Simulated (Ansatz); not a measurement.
Calibrating PBE0-D4/def2-TZVPP on molecular compounds of Ga

The vertical ionisation energy (cation less neutral) in eV of 6 molecular compounds of Ga: x at PBE0-D4/def2-TZVPP, y at CCSD(T)/def2-TZVPP. Shapes, held fixed at every level: PBE0-D4/def2-TZVP. Flexible molecules stand in one conformer, not always the lowest. Programs: Ansatz 0.2.0.

| molecule | x (eV) | y (eV) |
| --- | --- | --- |
| C2H6Cl2GaN (SMILES C[N](C)[Ga]([Cl])[Cl]) | 8.67 | 8.83 |
| C2H6BrFGaN (SMILES C[N](C)[Ga]([F])[Br]) | 8.72 | 8.89 |
| GaH2(NH2) | 9.74 | 9.78 |
| GaH2Br (SMILES [GaH2][Br]) | 10.35 | 10.52 |
| GaH(CH3)F | 10.74 | ? |
| GaH3 (SMILES [GaH3]) | 11.15 | 11.37 |

Q: Fit y = c + s·x to the known rows and predict y for GaH(CH3)F.

A: 
1. Means of the 5 rows: x = 9.7260, y = 9.878.
2. Σ(Δx)² = 4.5445, Σ(Δx·Δy) = 4.6245, so the slope is 4.6245/4.5445 = 1.0176.
3. Intercept: 9.878 − (1.0176) × 9.7260 = -0.019. The largest residual of the fit is 0.11.
4. GaH(CH3)F: -0.019 + 1.0176 × 10.74 = 10.91 eV.

CCSD(T)/def2-TZVPP gives 11.01 eV, so the prediction is off by -0.10 eV, within the largest residual. Uncorrected, PBE0-D4/def2-TZVPP misses it by -0.27 eV, and the other rows by 0.15 on average. The line removes about 60 % of this miss. Left out in turn, the other rows are missed by 0.08 eV on average. Cations run unrestricted. Relativity is left out for Br, Ga. Outer-core shells of Br, Ga are correlated, in sets that cover them unevenly.

PBE0 places every ionisation energy below CCSD(T), and with a slope of 1.0176 the fit acts almost as a constant upward shift. The order follows the orbital that probably loses the electron. In the amides this is the nitrogen lone pair, which methyl groups raise further, so the two dimethylamides ionise most easily despite their electron-withdrawing halogens. In GaH2Br it is a bromine lone pair, whereas in GaH3 only Ga–H bonding electrons are available. Fluorine's lone pairs lie deep, so GaH(CH3)F probably ionises from its Ga–C and Ga–H bonds.

That would make GaH3 its closest relative, and these two show the largest shortfalls, perhaps because PBE0 overstabilises a hole spread over several bonds. A line dominated by lone-pair ionisations would then undercorrect the fluoride. Orbital type is not the whole story, however: GaH2(NH2) needs much less correction than the other amides. The shift should not be carried over to adiabatic values, since ionised GaH3 is subject to Jahn–Teller distortion.
